# Critical charge of the Brown–Ravenhall operator: limits, scaling and the exponent for Ag⁴⁶⁺

## Operator and scales

For one electron and a point nucleus of charge $Ze$, the Brown–Ravenhall (BR) operator is

$$\mathcal B=\Lambda_+\Big(D_0-\frac{g\,\hbar c}{r}\Big)\Lambda_+,\qquad D_0=c\,\boldsymbol\alpha\cdot\mathbf p+\beta mc^2,\qquad g=\frac{Ze^2}{4\pi\varepsilon_0\hbar c}=Z\alpha ,$$

where $\Lambda_+$ projects on the positive-energy states of the *free* operator $D_0$. In two-component form it is the first-order Douglas–Kroll Hamiltonian. In the many-electron no-pair Hamiltonian with free projectors the Coulomb repulsion is a positive form, so a lower bound on $\mathcal B$ carries over to any number of electrons.

The constants $\hbar$, $c$, $m$ give one length, $\lambda_C=\hbar/mc=3.862\times10^{-13}$ m, and one energy, $mc^2=8.187\times10^{-14}$ J. The coupling $g$ is dimensionless. Below, $r$ is in units of $\lambda_C$, $p$ in $mc$ and energies in $mc^2$, with $E=\sqrt{p^2+1}$. A state squeezed to size $L\ll1$ has kinetic energy of order $1/L$ and potential energy of order $-g/L$. Both scale alike, so the mass cannot prevent a collapse. Stability is decided by a pure number $g_c$, and the wave function near the nucleus is a power $r^{\nu-1}$ with $\nu$ depending on $g$ alone.

## Reduction to one radial equation

In the channel $\kappa$, a Dirac spinor in momentum space has radial amplitudes $f(p)/p$ (upper, orbital momentum $l$) and $k(p)/p$ (lower, $\bar l=l\pm1$). With phases chosen suitably, $D_0$ is the matrix $\begin{pmatrix}1&p\\p&-1\end{pmatrix}$ on $(f,k)$. Its positive eigenvector is

$$A=\sqrt{\frac{E+1}{2E}},\qquad B=\sqrt{\frac{E-1}{2E}},$$

so projected states are $(f,k)=(A,B)\,a(p)$. The Coulomb kernel is $-g/(2\pi^2|\mathbf p-\mathbf p'|^2)$. With $z=(p^2+p'^2)/2pp'$ and $1/(z-t)=\sum_l(2l+1)Q_l(z)P_l(t)$, it acts on the amplitude of orbital momentum $l$ as $-(g/\pi)Q_l(z)$, with $Q_l$ the Legendre function of the second kind. An eigenvalue $\epsilon$ obeys

$$(E-\epsilon)\,a(p)=\frac g\pi\int_0^\infty\big[AA'Q_l(z)+BB'Q_{\bar l}(z)\big]a(p')\,dp' .$$

For $p,p'\gg1$ one has $E\to p$ and $A,B\to1/\sqrt2$, and the kernel depends on $p/p'$ only.

## Mellin symbols

A kernel of $p/p'$ maps powers to powers: $p'^{-1-\nu}\mapsto V_l(\nu)\,p^{-\nu}$, with

$$V_l(\nu)=\frac1\pi\int_{-\infty}^{\infty}Q_l(\cosh x)\,e^{\nu x}\,dx .$$

Position space gives it in closed form. The amplitude $p^{-1-\nu}$ transforms to $M_l(\nu)\,r^{\nu-1}$, up to a factor independent of $\nu$, with

$$M_l(\nu)=\int_0^\infty x^{-\nu}j_l(x)\,dx=\frac{\sqrt\pi}{2^{\nu+1}}\frac{\Gamma\big(\frac{l+1-\nu}2\big)}{\Gamma\big(\frac{l+2+\nu}2\big)} .$$

Division by $r$ lowers $\nu$ by one, so $V_l=M_l(\nu)/M_l(\nu-1)$. The reflection formula then gives

$$V_0=\frac{\tan(\pi\nu/2)}{\nu},\qquad V_1=\frac{\nu\cot(\pi\nu/2)}{1-\nu^2},\qquad V_lV_{l+1}=\frac1{(l+1)^2-\nu^2}.$$

For $|\kappa|=1$ ($s_{1/2}$ and $p_{1/2}$) the massless Dirac–Coulomb operator acts on a power through the matrix $\begin{pmatrix}-gV_0&1\\1&-gV_1\end{pmatrix}$, written for $s_{1/2}$. Three exponent equations follow.

- **Dirac**: the determinant vanishes, $1=g\sqrt{V_0V_1}$, that is $\nu=\sqrt{1-g^2}$.
- **BR**: the expectation in $(1,1)/\sqrt2$ vanishes, $1=g\,\Phi(\nu)$ with $\Phi=\tfrac12(V_0+V_1)$.
- **Spinless** operator $\sqrt{p^2+1}-g/r$, $l=0$: $1=gV_0$.

On $0\le\nu<1$ all three symbols increase and $V_0>V_1>0$. The arithmetic mean lies between $V_0$ and the geometric mean, so at equal $g$ the order is $\nu_{\rm spinless}<\nu_{\rm BR}<\nu_{\rm Dirac}$.

## The critical coupling

Put $a=p^{-1}b(x)$ with $x=\ln p$. The massless kinetic form $\int p|a|^2dp$ becomes $\int|b|^2dx$ and the potential becomes a convolution in $x$. With $\tilde b(\eta)$ the unitary Fourier transform of $b$, the form is $\int|\tilde b|^2\,[1-g\Phi(i\eta)]\,d\eta$. Since $Q_l>0$, the symbol is largest at $\eta=0$, where $V_0=\pi/2$ and $V_1=2/\pi$. The form is therefore non-negative exactly for

$$g\le g_c=\frac{2}{\pi/2+2/\pi}=0.9060,\qquad Z_c=\frac{g_c}{\alpha}=124.16 .$$

Higher channels are safer because $Q_l$ decreases with $l$. For $|\kappa|=2$, $V_2(0)=\pi/8$ and the limit is $2/(2/\pi+\pi/8)=1.94$.

The mass changes the operator by a bounded amount. One has $0<E-p\le1$, and $|A-1/\sqrt2|$ and $|B-1/\sqrt2|$ are at most $1/(\sqrt2\,p)$, while $r^{-1}p^{-1}$ has norm 2 by Hardy's inequality. Hence $\mathcal B$ is bounded below for $g\le g_c$. For $g>g_c$, a broad packet $b$ concentrated near $\eta=0$ has a negative massless form. Scaling a normalised state by $p\to sp$ multiplies this form by $s$, so the energy goes to $-\infty$. The result is due to Evans, Perry and Siedentop (1996).

The spinless operator has $g_c=2/\pi=0.6366$, or $Z=87.24$ (Herbst, 1977). The Dirac limit $g=1$, $Z=137.04$, has a different meaning. That operator is never bounded below, and $g=1$ is where $\nu$ reaches zero and turns imaginary. Bismuth, with $g=0.6057$, lies below all three limits.

## Regimes in the coupling

**Weak coupling.** Let $\delta=1-\nu\ll1$. Then $V_0=2/(\pi\delta)+2/\pi+O(\delta)$ and $V_1=\pi/4+O(\delta)$, so $1/g=1/(\pi\delta)+K+O(\delta)$ with $K=1/\pi+\pi/8=0.7110$, and

$$\delta_{\rm BR}\simeq\frac{g}{\pi(1-Kg)}=\frac g\pi+\frac{Kg^2}{\pi}+\dots$$

The spinless case gives $\delta=2g/\pi+4g^2/\pi^2+\dots$ and Dirac gives $\delta=g^2/2+g^4/8+\dots$ The BR singularity is *linear* in $g$ and exceeds the Dirac one by the factor $2/(\pi g)$ as $g\to0$.

**Near the critical coupling.** Here $\Phi=1/g_c+\Phi_2\nu^2+\Phi_4\nu^4+\dots$ with

$$\Phi_2=\frac{\pi^3}{48}+\frac1\pi-\frac{\pi}{12}=0.7025,\qquad\Phi_4=0.6510 .$$

With $\nu_0=\sqrt{(1/g-1/g_c)/\Phi_2}$ one finds $\nu\simeq\nu_0\,(1-0.46\,\nu_0^2)$, the coefficient being $\Phi_4/2\Phi_2$. The exponent closes as a square root. Beyond $g_c$ it is imaginary, $\nu=i\eta$, and $r\psi$ oscillates in $\ln r$ without end.

**Crossover at $\nu=1/2$.** The symbols are even in $\nu$, so $p^{-1+\nu}$ also solves the massless equation. It always has infinite kinetic energy, since $\int^\infty p^{-1+2\nu}dp$ diverges, and this selects $+\nu$. It becomes square integrable for $\nu<1/2$, and from there on normalisability alone no longer excludes it. At $\nu=1/2$, $V_0=2$ and $V_1=2/3$, which gives $g=3/4$ for BR ($Z=102.8$), $1/2$ for the spinless case ($Z=68.5$) and $\sqrt3/2$ for Dirac ($Z=118.7$). At $g=3/4$ the resummed weak-coupling form gives $\nu=0.489$ and $\nu_0=0.572$, against the exact $1/2$, so the weak-coupling form is still the closer one at this point.

Roots of the three exponent equations, listed as $\delta=1-\nu$:

| ion | $g$ | spinless | BR | Dirac |
|---|---|---|---|---|
| H | 0.00730 | $4.67\times10^{-3}$ | $2.33\times10^{-3}$ | $2.66\times10^{-5}$ |
| Ag⁴⁶⁺ | 0.3430 | 0.285 | 0.143 | 0.0607 |
| Au⁷⁸⁺ | 0.5765 | 0.664 | 0.305 | 0.183 |

## Regimes in the distance

The BR power law needs $r\ll1$, whereas the Dirac law holds for $r\ll1/g$, the orbit radius $a_0/Z$. First-order perturbation theory shows how the BR state passes between the scales. For $p\gg g$ the source of the short-range part of a $1s$ state is $\psi(0)$ times the Fourier transform $4\pi g/p^2$ of $g/r$, at energy $\epsilon\approx1$. The relative change of the upper component has the transform

$$\text{Dirac: }\frac{4\pi g}{p^2}\Big[\frac{A^2}{E-1}-\frac{B^2}{E+1}\Big]=\frac{8\pi g}{p^4},\qquad\text{BR: }\frac{4\pi g}{p^2}\frac{A^2}{E-1}=\frac{2\pi g\,(E+2+1/E)}{p^4}.$$

The function $8\pi g/p^4$ is the transform of the cusp $-gr$. For $p\ll1$ both agree. For $p\gg1$ the BR form is $2\pi g/p^3+4\pi g/p^4$, whose transform is $-(g/\pi)\ln r-gr/2$ plus a constant. The logarithm is the first-order term of $r^{-g/\pi}$, which confirms the Mellin result. In the Dirac case the negative-energy term cancels the $p^{-3}$ tail, and the projection removes exactly that term.

The excess of BR over Dirac has the transform $2\pi g/[E(E+1)^2]$, so

$$\Delta(r)=\frac g\pi\int_0^\infty\frac{p^2j_0(pr)}{E(E+1)^2}\,dp .$$

Split at $1\ll P\ll1/r$. With $p=\sinh t$ the lower part is $\int\tanh^2(t/2)\,dt=\ln2P-2$. The upper part is $\int_{Pr}^\infty u^{-2}\sin u\,du=1-C-\ln Pr$, with $C$ Euler's constant. Hence

$$\Delta=\frac g\pi\ln\frac{r_0}{r}+\frac{gr}2+\dots,\qquad r_0=2e^{-1-C}=0.413 .$$

The crossover lies near $r_0\lambda_C=1.6\times10^{-13}$ m for every light ion. The local slope of the upper component is $-d\ln\psi/d\ln r=(g/\pi)(1+\pi r/2)$, so it is within a tenth of its limit for $r<1/(5\pi)$, or $2.5\times10^{-14}$ m.

At finite $g$ the corrections to $r^{\nu-1}$ come from two sources. The terms $\epsilon/p$ and $A,B=(1\pm1/2p)/\sqrt2$ give relative order $r$. The continued equation $1=g\Phi$ also has a second root $\nu_2$ between the poles at 1 and 2, with $\nu_2\simeq2-2g/3\pi$ at weak coupling, which gives relative order $r^{\nu_2-\nu}$. The two powers merge as $g\to0$, and their sum is the single linear term found above.

A nucleus of radius $R$ cuts the power law off at $r\approx R$. The potential is then bounded, and $\mathcal B$ is bounded below for every $Z$.

**Energy.** Eliminating the negative-energy block of the Dirac operator adds a positive term to $\mathcal B$. With $|\psi(0)|^2=g^3/\pi$ its leading $1s$ value is

$$\epsilon_{\rm D}-\epsilon_{\rm BR}\simeq\frac{g^3}\pi\int\frac{d^3p}{(2\pi)^3}\Big(\frac{4\pi g}{p^2}\Big)^2\frac{B^2}{E+1}=\frac{8g^5}{\pi}\int_0^\infty\frac{dp}{2E(E+1)^2}=\frac{4g^5}{3\pi},$$

since the last integral is $1/6$. For $1\ll r\ll1/g$, where $B^2/(E+1)\to p^2/8$, the added term is $(\nabla V)^2/8=g^2/8r^4$ with $V=-g/r$. The cusp factor $1-2gr$ of the density then contributes $-g^6\int dr/r=-g^6\ln(1/g)$, the leading correction.

## Numbers for Ag⁴⁶⁺

Here $Z=47$ and $g=0.3430$. The BR equation reads $V_0+V_1=2/g=5.831$, and its root has $V_0=5.094$ and $V_1=0.737$:

$$\nu_{\rm BR}=0.8566,\qquad\nu_{\rm Dirac}=0.9393,\qquad\nu_{\rm spinless}=0.7154 .$$

Both components of the BR $1s$ state diverge as $r^{-0.1434}$, which is 2.36 times the Dirac power. The weak-coupling estimates of $\delta$ are 0.1092 at first order, 0.1358 at second order and 0.1444 resummed. The near-critical expansion is useless here, since $\nu_0^2=2.58$ exceeds the radius of convergence 1 set by the pole of $V_0$. The second root is $\nu_2=1.923$, so the two corrections scale as $r$ and $r^{1.07}$.

Inside the power-law region the density grows by $10^{2\delta}$ per decade of decreasing $r$. This is 1.94 for BR, 1.32 for Dirac and 3.71 for the spinless operator.

The ratio of lower to upper radial component at $r\to0$ is $(k/f)\,M_1/M_0$ in magnitude, and the reflection formula gives $M_1/M_0=(1-\nu)V_1$. For BR $k/f\to1$, so the ratio is 0.106. For Dirac the first row of the symbol matrix gives $k/f=gV_0$, so the ratio is $g/(1+\nu)=0.177$.

The lengths are $a_0/Z=1.126\times10^{-12}$ m, $\lambda_C$, $r_0\lambda_C$ and the nuclear radius. The typical rule $R\approx1.2\times10^{-15}\,\mathrm{m}\times A_N^{1/3}$ with mass number $A_N\approx108$ gives $R\approx5.7\times10^{-15}$ m. The window from $r_0\lambda_C$ down to $R$ spans a factor of 28, and the first-order slope at $R$ is within $\pi R/2\lambda_C=0.023$ of its limit in relative terms. At $r=R$ the logarithm in $\Delta$ is 0.36. Second-order terms matter, because the actual exponent difference $\nu_{\rm Dirac}-\nu_{\rm BR}=0.083$ is smaller than $g/\pi$, and the factor 28 raised to this power is 1.3. The $g^2$ corrections to $r_0$ and to the normalisation are not computed here, so for the point-nucleus model the upper component at $R$ exceeds the Dirac one by roughly a third, and no further figure is supported.

For the energy, $4g^5/3\pi=2.0\times10^{-3}$, or $1.6\times10^{-16}$ J, to be set against the Dirac binding energy $1-\sqrt{1-g^2}=0.0607$. The logarithmic correction is $-1.7\times10^{-3}$, nearly as large, and the non-logarithmic $g^6$ term is not included. At $Z=47$ the series fixes only the sign of the shift, which follows from the positivity of the eliminated term, and its scale of about $10^{-16}$ J.

Silver is far from the critical charge, at $g/g_c=0.379$, yet the free projector already changes its short-distance law. Contact properties computed from $\mathcal B$ converge slowly with tight basis functions and depend on the nuclear model more strongly than Dirac values do. Projecting instead on the positive spectrum of $D_0-g/r$ reproduces the Dirac bound states of a one-electron ion, and with them $\nu=\sqrt{1-g^2}$.